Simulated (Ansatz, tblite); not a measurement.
Isomers of C2H8OSi

2 of its isomers, all singlets with charge 0: A = `CC[SiH2]O`; B = `CO[SiH2]C`.

Shapes, held fixed at every level: PBE0-D4/def2-TZVP. Flexible molecules stand in one conformer, not always the lowest. Programs: Ansatz 0.2.0, tblite 0.8.0.

A:

```xyz
12

C    -1.4620   -0.3151   -0.1304
C    -0.1931   -0.5952    0.6706
Si    1.3481    0.1382   -0.0886
O     1.2580    1.7827   -0.2296
H    -1.3847   -0.7013   -1.1508
H    -1.6591    0.7583   -0.1987
H    -2.3414   -0.7753    0.3268
H    -0.2921   -0.2109    1.6917
H    -0.0311   -1.6758    0.7672
H     1.5558   -0.4735   -1.4355
H     2.5306   -0.1249    0.7691
H     0.7481    2.1376   -0.9579
```

B:

```xyz
12

C     0.0909    1.5995   -1.0107
O     0.7153    0.3403   -1.0463
Si    0.8131   -0.6473    0.2669
C    -0.8542   -1.2770    0.8134
H     0.3065    2.1180   -1.9468
H     0.4644    2.2144   -0.1822
H    -0.9972    1.5081   -0.9115
H     1.4431    0.0964    1.3985
H     1.6917   -1.7679   -0.1488
H    -1.5088   -0.4600    1.1272
H    -0.7373   -1.9538    1.6647
H    -1.3505   -1.8257    0.0095
```

Electronic energies in kJ/mol, without zero-point or thermal terms.

Task: From chemical knowledge, estimate the order of stability.

Result: A < B in rising energy, over a span of 44 kJ/mol, by CCSD(T)/CBS estimate. All levels agree on that. The B − A difference spans +16.9 to +47.1 kJ/mol over the levels. The CBS estimate extrapolates MP2 from def2-TZVPP and def2-QZVPP and adds CCSD(T) − MP2 in the triple-zeta set, cores frozen.

```
               level                    kind  B − A
            GFN1-xTB          semi-empirical  +16.9
         HF/def2-SVP            Hartree–Fock  +27.3
   PBE-D4/def2-TZVPP                     GGA  +41.0
 BHLYP-D4/def2-TZVPP           global hybrid  +36.6
  wB97X-V/def2-TZVPP  range-separated hybrid  +38.7
      MP2/def2-TZVPP     perturbation theory  +47.1
     CCSD/def2-TZVPP   coupled cluster or CI  +41.9
CCSD(T)/CBS estimate   coupled cluster or CI  +44.5
```

Ethylsilanol (A) lies below methoxy(methyl)silane (B) at every level, by 44.5 kJ/mol in the CCSD(T)/CBS estimate. Both molecules contain one Si–O bond, one Si–C bond and two Si–H bonds, so the strength of the Si–O bond, though large, mostly cancels. What remains is essentially a C–C and an O–H bond in A against a C–O and a C–H bond in B. The preference for A therefore probably stems mainly from the strong, polar O–H bond, the same balance that places simple alcohols below their isomeric ethers.

The sign of the difference is robust, but its size is less so. GFN1-xTB gives only +16.9 kJ/mol and recovers well under half of the gap, whereas PBE-D4 and CCSD come close to the best estimate and MP2 slightly overshoots it. The Hartree–Fock value is also low, perhaps through missing correlation together with the small basis. The energy gap does not show how readily the two isomers would interconvert, since that would require the bonding skeleton to be rearranged.
